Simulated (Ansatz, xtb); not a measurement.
## Two isomers of C4H7ClOSi

Structure X is `ClC[Si@@H]1CC=CO1`, a singlet and structure Y is `C#CC[Si@H](Cl)OC`, a singlet. Both are isolated molecules in the gas phase, relaxed with PBE0-D3(BJ)/def2-SVP, each in the lowest conformer that the search found.

Quicker runs give these differences E(Y) − E(X): GFN2-xTB −11.3 kJ/mol; HF/STO-3G +77.9 kJ/mol (at GFN2-xTB geometries); r2SCAN-D4/def2-SVP +11.0 kJ/mol (at GFN2-xTB geometries).

Question: Which of the two would you expect CCSD(T)/def2-SVP + ΔMP2/def2-TZVPP electronic energies to favour?

Answer: Structure Y; the calculation gives E(Y) − E(X) = −10.5 kJ/mol.

Level by level:

```
                             level              geometry  E(Y) − E(X) (kJ/mol)  departure from the last row (kJ/mol)  job, with rough time for the two
                          GFN2-xTB              GFN2-xTB                   −11.3                                  −0.8              optimisation, 0.26 s
                         HF/STO-3G              GFN2-xTB                   +77.9                                 +88.5              single point, 0.38 s
                r2SCAN-D4/def2-SVP              GFN2-xTB                   +11.0                                 +21.5               single point, 3.9 s
              PBE0-D3(BJ)/def2-SVP  PBE0-D3(BJ)/def2-SVP                   +22.1                                 +32.7                optimisation, 56 s
                       HF/def2-SVP  PBE0-D3(BJ)/def2-SVP                   −37.5                                 −26.9           part of the CCSD(T) run
                      MP2/def2-SVP  PBE0-D3(BJ)/def2-SVP                   −19.4                                  −8.8           part of the CCSD(T) run
                  CCSD(T)/def2-SVP  PBE0-D3(BJ)/def2-SVP                   −10.9                                  −0.3                      single point
CCSD(T)/def2-SVP + ΔMP2/def2-TZVPP  PBE0-D3(BJ)/def2-SVP                   −10.5                                                      single point, 72 s
```

As drawn, Y has 1 C≡C, 1 Cl–Si in place of 1 C–Cl, 1 C–Si, 1 C=C. Structure X has a 5-membered ring, Y no ring.

HF/STO-3G, r2SCAN-D4/def2-SVP, PBE0-D3(BJ)/def2-SVP put the two in the other order. The largest departure from CCSD(T)/def2-SVP + ΔMP2/def2-TZVPP is that of HF/STO-3G, 88.5 kJ/mol. The last row adds to CCSD(T) the change of the MP2 difference between the two basis sets, here +0.3 kJ/mol.

With thermal terms from frequencies at re-optimised GFN2-xTB minima (ideal gas, soft modes damped towards free rotors, one conformer each, 298.15 K, 1 atm): on the last row, ΔE + ΔZPE = −17.7, ΔH = −12.3, ΔG = −24.8 kJ/mol.

The correlated steps freeze 15 core orbitals. Run with Ansatz 0.2.0, xtb 6.7.1; the last row on 4 threads of Arm Neoverse V1 on a shared host.

The modest preference for Y is the balance of large opposing bond terms. Moving chlorine from carbon to silicon gains a strong, highly polar Si–Cl bond, and opening the ring relieves what is probably only mild strain. Against this, Y trades a C=C bond and a ring σ bond for a C≡C bond, whose second π bond is weaker than the σ bond given up, and it loses the enol-ether conjugation between oxygen and the alkene in X.

Electron correlation favours the ring: in the same basis, the preference for Y shrinks from −37.5 kJ/mol with HF to −10.9 kJ/mol with CCSD(T). The two density functionals go further and reverse the order, perhaps because their errors for such different bond types do not cancel. GFN2-xTB's close agreement is therefore probably fortuitous.

Thermal terms reinforce the electronic preference, as the open chain has softer torsions and more entropy than the ring. This equilibrium preference says nothing about how readily the isomers interconvert.
